A team that keeps elastic data for metals in one database has to decide whether volumes and stiffnesses computed with PBEsol may stand beside newer ones from r2SCAN and, if not, how to convert between them. The table compares the two density functionals for five metals held in the omega structure. This is not the ordinary form of any of them, so the comparison is about functionals and not about metals in service.

Five metals of period 6, each relaxed in the omega (AlB2-type) structure with PBEsol and r2SCAN in Ansatz 0.2.0, using plane waves and scalar-relativistic PAW. The plane-wave cutoff is 420 eV for PBEsol and 500 eV for r2SCAN, with Fermi-Dirac smearing throughout. The PBEsol runs have no spin polarisation.

```
element  distinct smearing widths among the runs behind the row (eV)  distinct k-meshes among the runs behind the row   Z  valence electrons  k mesh  volume per atom, PBEsol (Å³)  volume per atom, r2SCAN (Å³)  bulk modulus, PBEsol (GPa)  bulk modulus, r2SCAN (GPa)  largest site moment, r2SCAN (μB)  bulk modulus pressure derivative, PBEsol  volume per atom, r2SCAN over volume per atom, PBEsol, less one (%)  bulk modulus, r2SCAN over bulk modulus, PBEsol, less one (%)
     Ba                                                          0.1                                   7x7x10 / 6x6x8  56                  2  7×7×10                         58.40                         66.22                        8.56                        7.98                              0.00                                      2.27                                                                13.4                                                          -6.8
     La                                                          0.1                                           7x7x10  57                  3  7×7×10                         34.13                         37.33                        29.0                        26.3                              0.00                                      2.46                                                                 9.4                                                          -9.4
     Ta                                                          0.1                                           9x9x13  73                  5  9×9×13                         17.99                         18.40                         197                         191                              0.00                                      3.70                                                                 2.3                                                          -2.7
     Pt                                                   0.1 / 0.05                                9x9x13 / 11x11x15  78                 10  9×9×13                         15.39                         15.68                         272                         254                              0.25                                      5.34                                                                 1.9                                                          -6.7
     Bi                                                          0.1                                           7x7x11  83                  5  7×7×11                         30.43                         31.60                        57.2                        52.9                              0.00                                      4.57                                                                 3.8                                                          -7.6
```

In every row r2SCAN gives a larger volume and a lower bulk modulus, the resistance to uniform compression. The expansion follows softness without exception, from 13 % in Ba, the softest metal, to 2 % in Pt, the stiffest. The loss of modulus keeps to a different order: La loses most and Ta least. Ba and Pt lose nearly the same share, about 7 %, although Ba expands seven times as much.

Both patterns become easier to read if r2SCAN is treated as PBEsol plus a small extra pressure p that pushes the atoms apart. Let V₀ and B₀ be the volume per atom and the bulk modulus in PBEsol. For a small push, the fractional expansion e is then

e ≈ p / B₀

A very stiff crystal hardly moves under such a push, while a very soft one swells visibly. The expansion therefore measures the push and the softness together.

The push can be found by asking how strongly the PBEsol crystal pulls back when it is stretched to the r2SCAN volume. Found in this way, it is 4.6 times as large in Ta as in Ba, but Ta is 23 times as stiff. Ba thus swells most under the weakest push of the five. Its softness is standard chemistry: two valence electrons are spread over a large volume, whereas Ta has five, mostly in strong d bonds, in a third of the space.

The push also has a simple size. Multiplied by the PBEsol volume, it gives 0.936 × 58.4 ≈ 55 GPa Å³ in Ba and 2.33 × 34.1 ≈ 80 GPa Å³ in La, and the other three metals lie between. This is an energy of roughly 0.3 to 0.5 eV per atom. With a round middle value of 70 GPa Å³, the expansion becomes

e ≈ 70 GPa Å³ / (B₀ V₀)

For Ba the product B₀V₀ is 8.56 × 58.40 ≈ 500 GPa Å³, so the rule gives 14 %, close to the computed 13 %. Two errors offset each other here, because the push in Ba is weaker than the round value and the formula ignores the softening on stretching. The rule is a quarter too low in La and closer in the other rows. Since its constant comes from these same five metals, it is a summary of them and has not been tested on others.

Theory gives a reason for the outward direction. Gradient terms in the exchange energy favour uneven electron densities, and a density becomes more uneven as atoms separate. PBEsol was built with a weak gradient term, which favours compact crystals. r2SCAN also uses the kinetic energy density of the orbitals, so gradient terms alone cannot settle the matter. The table shows a shift in the expected direction but does not isolate its cause, and part of it may come from the atomic datasets, which were made for a third functional, PBE.

The modulus needs one more step. Suppose first that the push is the same at every volume. It would then stretch the crystal but add no stiffness of its own, and r2SCAN would have exactly the modulus of the stretched PBEsol crystal, Bₛ. Let B′ be the bulk modulus pressure derivative, the rate at which the modulus rises with pressure. If B′ stays constant, as in the Murnaghan equation, then

Bₛ = B₀ (V / V₀)^(−B′)

p = (B₀ − Bₛ) / B′

where V is the r2SCAN volume. This limit predicts too much softening in every row, for instance 25 % in Ba against the computed 7 %. Pressures taken directly from the PBEsol runs give the same stretched moduli to within 5 %, although for Ba they have to be extrapolated. The printed value for La is extrapolated too, from runs at smaller volumes, but a further PBEsol run lies beyond its r2SCAN volume, and interpolating with it also gives about 22 GPa.

The push must therefore weaken as the crystal expands. Such a push resists compression, because it grows when the atoms are brought together, and so it returns some of the lost stiffness. If p falls as V to the power −n, the r2SCAN modulus B is

B = Bₛ + n p

For small expansions this becomes

B / B₀ ≈ 1 − (B′ − n) e

In the opposite limit, n equal to B′, the crystal would expand and keep its modulus. All five metals lie between the two limits.

A theoretical value of n comes from stretching the whole electron density uniformly. Exchange energy then falls as one over length, that is, as V to the power −1/3. If the difference between the functionals behaves in the same way, its pressure falls as V to the power −4/3, so n is 4/3. In a real crystal the atomic cores do not stretch. Uniform stretching also leaves the relative unevenness of the density unchanged, so it cannot account for the outward direction of the push. The value is therefore a yardstick and not a law.

Ba shows how the estimate works. The r2SCAN volume goes in; the r2SCAN modulus does not, and no constant is adjusted.

V / V₀ = 66.22 / 58.40 = 1.134

Bₛ = 8.56 GPa × 1.134^(−2.27) = 6.44 GPa

p = (8.56 − 6.44) GPa / 2.27 = 0.93 GPa

B = 6.44 GPa + (4/3) × 0.93 GPa = 7.7 GPa

The r2SCAN calculation gives 7.98 GPa, so the estimate is 4 % too low. In terms of the change from PBEsol, it predicts a loss of 10 % where 7 % was computed.

Over the four metals without spin polarisation, the typical miss falls from 11 percentage points with a constant push to 3 with the fading one. The model thus offers a reason why the modulus suffers so much less than the stretching alone would suggest. It does not explain the finer differences between the metals, since giving all four their average loss of 7 % does about as well. The printed output after this text shows, for each row, the push, the exponent and the softening expected from a constant and from a fading push.

The near-equality of Ba and Pt can now be taken apart. Inserting the computed moduli and solving for n gives about 1.6 in both metals, though in Pt an error of 1 % in the r2SCAN modulus would shift it by 0.5. The clear difference is in B′, which is 2.27 in Ba and 5.34 in Pt. Ba therefore combines a large expansion with a small loss per unit of expansion, while Pt does the reverse. A likely source of the low B′ of Ba is the known transfer of electrons from s into d states under compression, which makes the metal yield more easily than it otherwise would. Orbital occupations were not examined here.

Pt needs a reservation of its own. Its r2SCAN crystal is ferromagnetic, whereas spin polarisation was switched off in PBEsol, so its changes combine two effects. For this reason it is kept out of the averages above. Some runs behind its row also used a smearing width of 0.05 eV, in place of 0.1 eV, and a denser mesh. The small moment should not be read as a property of real platinum, because r2SCAN tends to exaggerate magnetism in metals of this kind.

Ta and La mark the ends of the range of softening. Ta loses little mainly because it hardly expands and its B′ is moderate, though the estimate still gives a loss of 5 % where 3 % was computed. Bi, with a larger expansion and a higher B′, loses more, about 8 %, though again less than the estimate, which gives 11 %. La loses more than Ba although it expands less, and here the model with n of 4/3 gets the order wrong. Solving for n gives a push that fades more slowly in La than in Ba and so returns less stiffness for its size, but this restates the reversal and does not explain it. The order survives one check. The pressures of the PBEsol runs put the modulus about 2 % below the fitted one in La and about 1 % below it in Ba, which still leaves La with the larger loss. Some doubt remains, because the two losses differ by less than 3 percentage points and the r2SCAN runs for Ba used a coarser mesh of sampling points.

For the database, the two properties call for different treatment. Volumes from PBEsol and r2SCAN should not be mixed uncorrected, since the shift reaches 13 % in Ba, where the product B₀V₀ is smallest. The rule for e sums up the shift in these five crystals, but its constant need not hold for other metals, so it should be checked against some r2SCAN volumes before it is used to convert the rest. A PBEsol modulus should not be converted by following its own curve out to the new volume, since that exaggerates the softening in all five metals. For these five crystals a flat reduction of about 7 %, which is their own average, serves better, with the actual losses running from 3 to 9 %. It has not been tested on other metals or structures. The runs also leave out zero-point motion and spin-orbit coupling, which can matter in metals as heavy as Pt and Bi, and they hold the omega structure in its symmetry even where it may be unstable. The figures therefore compare two functionals under the same simplifications and are not corrections towards measured values.

Printed output of the fit:

```
Extra outward push of r2SCAN:
  row  expansion in %  push in GPa  push over PBEsol modulus in %  exponent n needed  shift of n for 1 % in r2SCAN modulus
   Ba            13.4       0.9359                          10.93               1.65                               0.08527
   La             9.4        2.332                          8.043              1.302                                0.1128
   Ta             2.3        4.259                          2.162              2.291                                0.4484
   Pt             1.9        4.833                          1.777              1.615                                0.5256
   Bi             3.8        1.982                          3.465              2.401                                0.2669
Change of modulus in %:
  row  computed  constant push  push fading with n of 4/3  miss of fading push in points  softening per expansion (log ratio)  PBEsol pressure derivative
   Ba      -6.8         -24.82                     -10.24                         -3.441                               0.5583                        2.27
   La      -9.4         -19.79                     -9.062                         0.3383                                 1.09                        2.46
   Ta      -2.7             -8                     -5.117                         -2.417                                1.373                         3.7
   Pt      -6.7         -9.488                     -7.119                        -0.4189                                3.668                        5.34
   Bi      -7.6         -15.84                     -11.22                         -3.617                                2.071                        4.57
Modulus at the r2SCAN volume in GPa:
  row  PBEsol by Murnaghan form  PBEsol from run pressures  r2SCAN
   Ba                     6.436                      6.143    7.98
   La                     23.26                      22.44    26.3
   Ta                     181.2                      181.4     191
   Pt                     246.2                      246.9     254
   Bi                     48.14                      48.39    52.9
PBEsol modulus, Ta over Ba: 23.01
Extra push, Ta over Ba: 4.551
Expansion, Ba over Ta: 5.826
Mean exponent n needed, four spinless rows: 1.911
Rms miss of constant push, four spinless rows, in points: 11.49
Rms miss of push fading with n of 4/3, four spinless rows, in points: 2.778
Mean change of modulus, four spinless rows, in %: -6.625
Rms miss of that plain mean, four spinless rows, in points: 2.454
```
